The row at +2 % looks wrong. Its energy change is printed as 0.0 and its stresses as 0.00, while the row called unstrained still shows a stress zz of 0.01 GPa. Taken at its word, the crystal would be at rest only after it had been stretched.

MoS2 (P6_3/mmc, 6 atoms per cell) strained along c from c = 14.808 Å, with a = b = 3.185 Å held and the atoms relaxed in each strained cell. Ansatz 0.2.0, PBE, scalar-relativistic plane-wave PAW, no spin polarisation, 420 eV cutoff, 12×12×2 k mesh, Gaussian smearing of 0.02 eV. Energy changes are relative to zero strain; stress is positive in compression.

| strain (%) | energy change (meV/atom) | c over a | stress xx (GPa) | stress zz (GPa) |
| --- | --- | --- | --- | --- |
| -6 | 0.6 | 4.370 | 0.06 | 0.21 |
| -4 | 0.2 | 4.463 | 0.04 | 0.12 |
| -2 | 0.1 | 4.556 | 0.02 | 0.05 |
| 0 | 0.0 | 4.649 | 0.00 | 0.01 |
| 2 | 0.0 | 4.742 | 0.00 | 0.00 |
| 4 | 0.1 | 4.835 | -0.01 | -0.02 |
| 6 | 0.2 | 4.928 | -0.02 | -0.03 |

The finer energies speak against that reading: the +2 % row lies about 0.03 meV/atom above row 0, though so small a difference cannot fix the minimum closely. Stress zz must equal the fall in energy per unit of strain, divided by the volume of the unstrained cell, so the two can be compared step by step. In every step up to +4 %, the computed stress zz (positive in compression) exceeds the value implied by the energies, on average by 0.02 GPa. Such a roughly constant excess moves the point of zero stress towards longer c but changes the overall shape of the curve little. The strained runs up to +4 % were flagged for loose convergence of the stress, but row 0 carries no such flag and seems to share the excess. A systematic error, such as one from the integration grid, is therefore the likelier source, though no run tests it. Too small a plane-wave basis would be expected to shift the stress the other way.

**From 0 to −2 %: the gap gives way, the sheets do not.** MoS₂ is a stack of S–Mo–S sheets, strongly bonded inside and weakly bound to one another. When the cell was shortened by 2 %, its energy before the atoms relaxed was 6.3 meV/atom above row 0. After relaxation only 0.05 meV/atom remained. The sheets had first been squeezed along with the cell, and the forces indicate that they then recovered their thickness. Each of the four sulfur atoms started under a force of 0.61 eV/Å. For a spring, the energy released is half of force times path, so each atom moved back by about 0.031 Å. That is just what a 2 % squeeze takes from its height above the molybdenum plane. The space between the sheets was left to take up the strain.

This makes a strain of the cell a larger strain of the soft part. With the sheet thickness held at its starting value, shortening c by 6 % narrows the gap between facing sulfur planes from 4.3 to 3.8 Å, a loss of about 10 %. The electronic structure fits this picture. Between the −6 % and +4 % rows the indirect band gap, which is sensitive to coupling between sheets, changes by 0.17 eV, but the smallest direct gap by less than a tenth of that.

**From −2 to −6 %: repulsion takes over.** Stress zz now climbs faster with each step, and the stiffness over the last step reaches 4.7 GPa, against 2.2 GPa between 0 and −2 %. A spring of fixed stiffness would give equal steps. The reason lies in the filled orbitals of the facing sulfur atoms. Where their tails overlap, the Pauli principle forces the electrons into states of higher kinetic energy, and this cost grows exponentially as the gap closes.

The rate of growth can be estimated from how tightly the outer electrons are held. An orbital tail falls off as $e^{-\kappa d}$, and the repulsion follows the square of the overlap, hence $e^{-2\kappa d}$, where $d$ is the gap. A rough ionisation energy of 6 eV gives a decay length $1/(2\kappa)$ of 0.4 Å. Closing the gap by 0.44 Å, as the −6 % row does, should therefore multiply the repulsion by about three.

To test this, stress zz in all seven rows was fitted with a constant plus an exponential of that preset decay length. A straight line, which also has two fitted constants, misses the stresses by 0.03 GPa (root mean square); the exponential misses them by 0.007 GPa. Any curve with a suitable bend would beat the line, so the fit supports the estimated range of the repulsion but does not prove its cause. It still runs too low at both ends of the series and too high from −4 to 0 %, so the computed curve bends more sharply than the model. The fitted constant stands in for the weak attraction and for the error of the stress, and it would be wrong at large separation. The output below lists the fit row by row.

**The same rows, seen sideways.** Stress xx also rises on compression, although a and b never change. Each sulfur atom pressed towards the molybdenum plane pushes on three slanted Mo–S bonds, and slanted bonds pass part of a vertical push on sideways. A free sheet would widen; here the fixed axes hold it, and the Poisson response appears as stress instead of strain.

Geometry alone gives the size of this effect. Let $h$ be the height of sulfur above the molybdenum plane. Three bonds that carry a vertical force $F$ add $Fh$ to the vertical stress times volume, and $Fa^2/(6h)$ to the sideways one. Each sheet has two such layers of bonds in a height $c/2$, and $F$ is stress zz times the basal area of the cell, so

$$\frac{\text{stress xx}}{\text{stress zz}}=\frac{2a^2}{3hc}=\frac{2\times 3.185^2}{3\times 1.56\times 14.81}\approx 0.29 .$$

The calculation gives 0.31 for the ratio of the two stress changes between row 0 and −6 %. Using changes removes any constant error in either stress. The estimate has no adjustable constant, but it leaves out the resistance of bond angles and the repulsion between the two sulfur planes of a sheet. If each sulfur also pushes sideways on three neighbours across the gap, the ratio becomes 0.35. Between row 0 and +4 %, however, the computed ratio is about a third higher than on compression, and above both estimates. The stress changes there are so small that an error of 0.01 GPa in stress zz could account for the difference. Slanted bonds are thus a plausible main route for the force under compression, while the stretched rows cannot test the estimate closely.

**From 0 to +6 %: little left to pull on.** Stretching weakens the repulsion, and what remains is the attraction between the sheets. PBE lacks the long-range dispersion that supplies most of this attraction in real MoS₂, so the sheets separate almost freely. Stretching by 6 % costs 0.2 meV/atom, a third of the price of equal compression. The stresses suggest a stronger contrast, 0.03 GPa of tension against 0.21 GPa of pressure, but part of that comes from the excess found above, which makes tension look too small and pressure too large.

The stiffness does not fall evenly along this stretch. It drops to 0.76 GPa between 0 and +2 %, rises slightly to 0.82 GPa in the next step, and then falls again. The drop is the odder part: from −6 to 0 % each step is about a third softer than the one before, but this one is softer by nearly two thirds. Stress xx shows the same kink. A jump of about 0.01 GPa in stress zz between row 0 and +2 % would explain the drop, and could arise if the number of grid points changes as the cell lengthens. The energies are rounded too coarsely to confirm the kink or rule it out, so it is no firm sign of a physical cause.

**What the softness means in practice.** Around row 0 the stress changes by 0.058 GPa over a strain of 0.04, a stiffness of about 1.5 GPa. Real MoS₂ is far stiffer along c, roughly 50 GPa as a recalled value, and its c axis is only about 12 Å long. Even the −6 % row, at 13.9 Å, has not reached that spacing. The softness in this table is thus that of sheets held too far apart by the functional, and it should not be used to predict how a real MoS₂ film yields under pressure.

Output of the analysis:

```
fit of szz on 7 rows: constant -0.06638 +/- 0.0051, coefficient of ov 0.08853 +/- 0.0032; rms 0.00651, worst 0 0.0105, leave-one-out rms 0.011
fit of szz on 7 rows: constant 0.04866 +/- 0.013, coefficient of strain_series -0.01881 +/- 0.0033; rms 0.0299, worst -6 -0.0491, leave-one-out rms 0.0483
Strain along c:
  row  S-S plane gap (A)  energy (meV/atom)  stress zz (GPa)  overlap model (GPa)  stiffness over step from row above (GPa)
   -6              3.844             0.6167           0.2107               0.2036                                       n/a
   -4              3.992             0.2333           0.1168               0.1198                                     4.693
   -2               4.14               0.05          0.05488              0.06201                                     3.096
    0              4.288                  0          0.01165              0.02215                                     2.161
    2              4.436            0.03333        -0.003511            -0.005332                                    0.7582
    4              4.584             0.1333         -0.01982             -0.02428                                    0.8155
    6              4.732                0.2            -0.03             -0.03735                                     0.509
Thickness of one S-Mo-S sheet between S planes (A): 3.116
Range of the repulsion from the rough ionisation energy (A): 0.3984
Rms miss of straight line over rms miss of overlap model: 4.588
Row -2 before relaxing the atoms, above row 0 (meV/atom): 6.267
Stress zz less the stress implied by energies, mean of steps up to +4 (GPa): 0.01933
Smallest such excess (GPa): 0.01479
Largest such excess (GPa): 0.02528
Change of stress xx over change of stress zz, row 0 to row -6: 0.3118
Same ratio from slanted Mo-S bonds alone, geometry of row 0: 0.2932
Same ratio with slanted S-S forces across the gap added, row 0: 0.3464
Rise of indirect band gap from row -6 to row +4 (meV): 172.2
Rise of smallest direct gap from row -6 to row +4 (meV): 14.95
```
